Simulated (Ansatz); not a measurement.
# A series in empty bands on TiO2

Results calculated with Ansatz 0.2.0-dev trial, not measured. RPA correlation energy a cell on Kohn-Sham orbitals, extrapolated from a short ladder of response cutoffs, so that it still moves with the top cutoff, by eV on d, semicore and core shells, all electrons in the bands correlated, with its value at the highest cutoff run.

Structure of every row (space group P4_2/mnm, No. 136):
```
CELL_PARAMETERS angstrom
4.59400 0.00000 0.00000
0.00000 4.59400 0.00000
0.00000 0.00000 5.91800
ATOMIC_POSITIONS crystal
Ti 0.00000 0.00000 0.00000
Ti 0.50000 0.50000 0.25000
O 0.30480 0.30480 0.00000
O 0.69520 0.69520 0.00000
O 0.80480 0.19520 0.25000
O 0.19520 0.80480 0.25000
Ti 0.00000 0.00000 0.50000
Ti 0.50000 0.50000 0.75000
O 0.30480 0.30480 0.50000
O 0.69520 0.69520 0.50000
O 0.80480 0.19520 0.75000
O 0.19520 0.80480 0.75000
```

Settings of every row: orbitals functional PBE; datasets soft_paw first; wave cutoff 420 eV; k mesh 1x1x1; correlated electrons 96; response cutoff 160 eV; long wavelength term neglected.

Limits: coarse mesh, values belong to these settings and can lie far from the converged crystal; semicore, core, d or f shells correlated, value can fall a third or half short of the basis limit; soft datasets can hold too little correlation.

```
row  empty bands  correlation at top cutoff (eV)  RPA correlation (eV)
  1          120                       -126.5664             -150.6629
  2          240                       -126.6534             -150.7689
  3          480                               ?                     ?
  4          960                       -126.7199             -150.8676
```

Question: what correlation at top cutoff should row 3 give?

Worked fit of correlation at top cutoff. Sums over empty bands approach their limit about as 1/N, so take t = 100/N. The shown rows have t = 0.83333, 0.41667, 0.10417. Their means are 0.45139 and -126.647 eV; the sums about the means are S_tt = 0.2676 and S_ty = 0.05632, whose ratio is the slope. Least squares give correlation at top cutoff = −126.74155 + 0.21042 × t eV. The rows lie off it by -0.0002, 0.0005, -0.0003 (root mean square 0.00036 eV). The constant, -126.742 eV, estimates the limit in this one setting, with the others as listed. The withheld row has t = 0.20833, so the fit gives −126.74155 + 0.21042 × (0.20833) = -126.6977 eV.

The calculation gave -126.7163 eV. The fit lies 0.0186 eV (12 % of the column's range) above it; its largest miss of a shown row is 0.0005 eV.

The other values of row 3: RPA correlation -150.8604 eV.
